## Results and discussion: exact exchange and the singlet–quintet gap of Si4

The practical decision is whether a sweep over the share of exact exchange can serve as an error bar for a spin-state gap, and whether its slope may carry a gap from one hybrid functional to another. For Si4 with PBE-based hybrids the answer is no on both counts. The gap is so flat that the sweep says little about the uncertainty, and what little dependence remains is curved, so that a single slope misdescribes it. The ordering of the two states is never in doubt at these settings: the singlet lies far below the quintet in every row.

Energy of the quintet minus that of the singlet for neutral Si4, computed with Ansatz 0.2.0 using PBE with the listed share of exact exchange, the def2-TZVP basis and no dispersion correction. Each state is held at its own fixed structure throughout.

| exact exchange (%) | spin gap (kJ/mol) |
| --- | --- |
| 0 | 256.10 |
| 5 | 256.20 |
| 10 | 256.30 |
| 15 | 256.30 |
| 25 | 256.20 |
| 35 | 255.90 |
| 50 | 254.90 |

Here $a$ is the share of exact exchange in per cent, and the spin gap $\Delta(a) = E_Q(a) - E_S(a)$ is the energy of the quintet minus that of the singlet, each at its own fixed structure. The singlet is a planar rhombus with a short diagonal of 2.39 Å. The quintet is folded about that diagonal by 32°, and the diagonal opens to 2.49 Å. Over the whole sweep the gap spans 1.4 kJ/mol, about half a per cent of its mean.

### How the single slope fails

An unweighted least-squares line through all seven rows has a slope of $-0.023$ kJ/mol per %, which is called the mean slope below. Read alone, it says that exact exchange steadily favours the high-spin state. The table does not behave so: the gap first rises or stays level up to 15 % and falls only afterwards. Between 35 and 50 % it drops by 0.067 kJ/mol per %, three times the mean slope.

The failure can be recognised from the pattern of the residuals. The entries are rounded to 0.1 kJ/mol, so a correct model should miss by about 0.05 at most and with scattered signs. The line lies above the table at the two lowest shares and at the highest, and below it at the four shares in between. Its worst miss is 0.41 kJ/mol at 50 %, eight times what rounding allows. An arch of residuals like this is the mark of a neglected quadratic term.

Extrapolation makes the fault larger. A line fitted to the four rows up to 15 % rises, and overshoots the 50 % row by 1.9 kJ/mol, more than the spread of the whole series. A line fitted to the six rows up to 35 % still overshoots it by 1.1 kJ/mol. The sign of the fitted slope thus depends on the window chosen, which is the plainest warning that the slope is no property of the molecule.

### Why the curve bends

For each state the energy of the hybrid is

$$E(a) = E_\mathrm{PBE}[\phi] + \frac{a}{100}\,D[\phi], \qquad D = E_x^\mathrm{exact} - E_x^\mathrm{PBE},$$

where $\phi$ stands for the occupied orbitals. With frozen orbitals and a fixed structure this is exactly a straight line in $a$. A constant slope of the gap therefore assumes that neither state changes its orbitals as the functional changes, or that both gain equally from doing so. Self-consistent orbitals do change, and the energy is then the lowest of a family of straight lines, which is a curve that bends downward.

The size of the bend follows from second-order theory. Let $\kappa$ be the orbital rotations away from the PBE solution, $H$ the orbital Hessian, $w$ the gradient of $D$ with respect to $\kappa$, and $\lambda = a/100$. Then $E = E_0 + \lambda D_0 + \lambda\, w^{T}\kappa + \tfrac12 \kappa^{T} H \kappa$, which is stationary at $\kappa = -\lambda H^{-1} w$, so that

$$E(\lambda) = E_0 + \lambda D_0 - \tfrac12 \lambda^2\, w^{T} H^{-1} w .$$

Each stable state thus follows $E_0 + ba + ca^2$ with $c<0$, and the gap has the coefficients $b_Q - b_S$ and $c_Q - c_S$. When the linear difference is large the quadratic one is a small correction and a slope is a fair summary. When the linear difference nearly vanishes, the quadratic one sets the shape.

An unweighted least-squares parabola through all seven rows gives, in kJ/mol,

$$\Delta(a) = 256.08 + 0.0336\,a - 0.00114\,a^2 .$$

It meets every row to within the rounding. The worst combination of rounding errors could move the quadratic coefficient by only a sixth of its value, so the downward bend is shown by the numbers. The initial rise is much nearer the rounding, since each of the first two steps is a single unit of the last digit, and it is given no cause here.

The 50 % row, which was part of this fit, shows how the two terms compete: $256.08 + 0.0336\times 50 - 0.00114\times 50^2 = 256.08 + 1.68 - 2.85 = 254.91$ kJ/mol, against 254.9 in the table. The quadratic term outweighs the linear one there. The local slope $0.0336 - 2\times 0.00114\,a$ passes through zero near 15 % and equals the mean slope only near the middle of the range. A mean slope is simply the local slope somewhere inside the window, and it says more about the window than about Si4.

A fairer test leaves the last row out. A parabola fitted to the six rows up to 35 % predicts 255.1 kJ/mol at 50 %, about 0.2 above the table. Rounding alone permits a miss of 0.4 in this extrapolation, so the parabola passes, but the test is a loose one. It does not establish that the curve stays parabolic beyond the range.

The dispersion-free singlet energies of the same calculations, from 0 to 35 %, let the bend be assigned to the states. A least-squares parabola follows them to about 0.01 kJ/mol with $c_S = -0.0139$ kJ/mol per %², and the orbital levels shift smoothly, so the singlet shows no change of state in that range. Its concavity is demanded by the variational principle and is therefore no test of the model. Adding the gap to the singlet energy rebuilds the quintet curve, with $c_Q = -0.0149 \pm 0.0004$ in the same units. Up to 35 %, the downward bend of the gap is thus the quintet bending about 7 % more strongly than the singlet, an excess that rounding alone could change by about two fifths.

Why it bends more is argued and not shown. In a stable closed-shell singlet the gradient $w$ has, by symmetry, no part that would separate the orbitals of the two spins. In the quintet it can have such a part, which adds to $w^{T}H^{-1}w$. The other parts differ between the two states as well, so a stronger bend of the quintet is plausible but does not follow from this alone. A change of the quintet's configuration along the sweep would also bend the curve downward, because the lower of two crossing curves is concave too. The parabola needs no kink, but with seven rounded points a gentle crossing is not excluded, and this alternative is untested.

### Why the linear term is so small

The linear coefficient has an exact meaning: $100\,(b_Q - b_S)$ is the difference of $D$ between quintet and singlet on PBE orbitals. From the parabola it is $100\times 0.0336 \approx 3$ kJ/mol, uncertain by about 1. PBE exchange and exact exchange therefore give nearly the same exchange contribution to this excitation. At fixed orbitals, swapping one for the other moves the gap little, whatever the errors of the rest of the functional.

Each total energy moves far more. The singlet falls by 328 kJ/mol between 0 and 35 % while the gap changes by $-0.2$ kJ/mol. Much of this cancellation is expected, because a large part of $D$ belongs to the atoms and their cores, which both states share. What remains is a valence difference that happens to be close to zero. It may be a compensation between the spin excitation at fixed shape and the folding of the rhombus, but that is a guess which these numbers do not test.

### The orbital gap is no guide

A second shortcut fails more badly: reading the spin gap from the orbital energies of the singlet. The gap between highest occupied and lowest empty level grows from 1.09 eV at 0 % to 3.31 eV at 35 %, a rise of 214 kJ/mol. A quintet needs four singly occupied orbitals, so in the simplest picture one electron goes from the highest occupied to the lowest empty level, and a second from the next level down to the next one up. The second pair of levels moves apart in much the same way in the runs up to 10 %, so that picture predicts a rise of hundreds of kJ/mol. The spin gap stays where it was. A sensitive orbital gap beside an insensitive total-energy difference is the signature of this failure.

The cause is standard. In a semilocal functional the empty level is computed in much the same potential as the occupied ones, while under exact exchange it describes an added electron that feels the repulsion of all the others. The orbital gap therefore opens with $\lambda$ by roughly the Coulomb integral $J$ between the two orbital densities. A real excitation leaves a hole that attracts the promoted electron, and for a spin-flip promotion with frozen orbitals the cost is

$$\Delta E \approx \varepsilon_\mathrm{empty} - \varepsilon_\mathrm{occ} - \lambda J + \text{semilocal terms}.$$

The opening of the orbital gap is paid back by $-\lambda J$. With two promotions there are four electron–hole attractions against one electron–electron and one hole–hole repulsion, which again leaves about one $J$ for each pair.

The size fits. Two point charges at the side length of the rhombus, 2.31 Å, attract with $e^2/4\pi\varepsilon_0 R = 6.2$ eV, and a straight-line fit of the orbital gap over the six singlet runs up to 35 % rises by 6.3 eV per unit of $\lambda$. The choice of $R$ is arbitrary within the size of the cluster, so only the order of magnitude counts and the close match is partly luck. The argument explains why a change of hundreds of kJ/mol disappears. It is far too coarse to explain a remainder of a few, the more so as singlet orbitals know nothing of the folded structure.

### What the flatness does not mean

The sweep varies one ingredient, and every error that does not depend on $a$ passes through it unseen. PBE correlation, the basis and the neglect of spin-orbit coupling and zero-point motion are common to all rows. A spread of 1.4 kJ/mol measures how alike two exchange models are for this excitation and does not measure the distance from the true gap. The structures are also held fixed: the singlet comes from r2SCAN-D4, and at 0 % the PBE-D4 forces on it reach 0.31 eV/Å. Because the gap varies so little, reoptimising both structures at each $a$ could reshape the curve; this was not tested.

The identity of the upper state sets a further limit. In the quintet runs from 0 to 15 % an occupied level lies above an empty level of the other spin, a sign that turning one spin over may lower the energy. At 25, 35 and 50 % the highest occupied level lies below the lowest empty one. Exact exchange is expected to open orbital gaps in this way, so the new order neither shows a change of configuration nor rules one out. It does not make the quintet safe either, because the cost of a spin flip is lower than the orbital gap by about $\lambda J$. For a state 2.6 eV up, a triplet remains the expected lower excitation at any share. The gap should therefore not be read as the lowest spin excitation of Si4, though no triplet was computed here, and the quintet found need not be the lowest quintet. The structures come from short searches, so a lower isomer of either spin may also have been missed. For small clusters that form in silicon deposition the consequence is modest: this quintet lies about 31 $RT$ above the singlet even at 1000 K, so it plays no thermal part at any share of exact exchange.

In iron complexes and their like the same identity gives a different result. There the unpaired electrons sit in compact d orbitals, and the low-spin state has shorter, more covalent bonds whose correlation semilocal exchange partly imitates. The linear term is then usually large and negative, and it buries the quadratic term. In Si4 the frontier orbitals are expected to be mostly 3p in character and spread over the cluster, with no ligand field to argue from, and the fitted linear term is small. A neighbouring case should lean toward the iron pattern the more compact its open shell and the more its low-spin state depends on static correlation.

The working rule is to fit both terms before quoting either. A slope deserves the name only if $|b|$ is well above $|c|$ times the width of the sweep; here $0.00114\times 50 = 0.057$ exceeds $0.034$, and the values themselves should be reported. A flat sweep should be read as a reason to test the correlation treatment, the structures and the state, and never as an error bar.
